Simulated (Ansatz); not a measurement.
Ta: pressure and energy above lowest point against volume scale

Free energy against uniform scaling of the volume at fixed shape and fractions; periodic cell, basis, potentials, k mesh and filling as listed. The results are calculated, by Ansatz 0.2.0.

The cell before it is scaled or strained (space group Fm-3m, No. 225):
```
cell vectors (Å)
   0.0000     2.1100     2.1100
   2.1100     0.0000     2.1100
   2.1100     2.1100     0.0000
atoms (fractions of the cell vectors)
Ta  0.00000  0.00000  0.00000
```

Settings of every row: functional LDA; dispersion none; potentials PAW; wave cutoff 500 eV; density cutoff 2000 eV; k mesh 12x12x12; k shift 0x0x0; occupations methfessel paxton; smearing width 0.15 eV; spin none.

Limits: coarse k mesh, up to 40 meV an atom off; no spin-orbit coupling, which can matter with elements this heavy.

```
row  volume scale  V (Å³/atom)  pressure (GPa)  energy above lowest point (meV/atom)
  1          0.88       16.533               ?                                     ?
  2          0.92       17.285            6.66                                   7.9
  3          0.96       18.036           -2.95                                     0
  4             1       18.788          -10.68                                  32.6
  5          1.04       19.539          -16.94                                  97.9
  6          1.08       20.291          -22.04                                 189.8
  7          1.12       21.042          -26.16                                 303.2
```

Question: what pressure and energy above lowest point should row 1 give?

Worked fit of pressure. Take u = (V_r/V)^(2/3) − 1 with V_r = 19.163 Å³ an atom, which is twice the finite (Eulerian) strain; such expansions in the strain, on which the Birch-Murnaghan equation of state is built, carry the rest volume and the bulk modulus. The shown rows have u = 0.07118, 0.04124, 0.01326, -0.01287, -0.03741, -0.06045. Least squares give pressure = −13.977 + 239.05 × u + 662.85 × u² + 720.4 × u³ GPa; a parabola predicts inner rows, each left out in turn, worse (root mean square 0.068 against 0.02 GPa). The rows lie off it by 0.00, -0.01, 0.01, 0.01, -0.01, 0.00. The pressure vanishes at u = 0.0509, or V = 17.79 Å³ an atom, and there the bulk modulus at fixed shape and fractions is B = −V dP/dV = (2/3)(1 + u) dP/du = 219 GPa. The withheld row has u = 0.10342, so the fit gives −13.977 + 239.05 × (0.10342) + 662.85 × (0.10342)² + 720.4 × (0.10342)³ = 18.63 GPa.

The calculation gave 18.22 GPa. The fit lies 0.41 GPa (2.3 % of the value, 0.92 % of the column's range) above it; its largest miss of a shown row is 0.01 GPa. This row lies beyond the range of the fit.

Worked fit of energy above lowest point. Take u = (V_r/V)^(2/3) − 1 with V_r = 19.163 Å³ an atom, which is twice the finite (Eulerian) strain; such expansions in the strain, on which the Birch-Murnaghan equation of state is built, carry the rest volume and the bulk modulus. The shown rows have u = 0.07118, 0.04124, 0.01326, -0.01287, -0.03741, -0.06045. Least squares give energy above lowest point = 61.52 − 2507.85 × u + 24649.4 × u² meV/atom; a straight line predicts inner rows, each left out in turn, worse (root mean square 41 against 0.032 meV/atom). All shown rows lie on it to the printed digit. Its lowest point lies at u = 0.0509, or V = 17.79 Å³ an atom, and the curvature there gives the bulk modulus at fixed shape and fractions, B = (4/9)(1 + u)² E″(u)/V = 218 GPa. The withheld row has u = 0.10342, so the fit gives 61.52 − 2507.85 × (0.10342) + 24649.4 × (0.10342)² = 65.8 meV/atom.

The calculation gave 65.5 meV/atom. The fit lies 0.3 meV/atom (0.099 % of the column's range) above it; its largest miss of a shown row is 0.0 meV/atom. This row lies beyond the range of the fit.
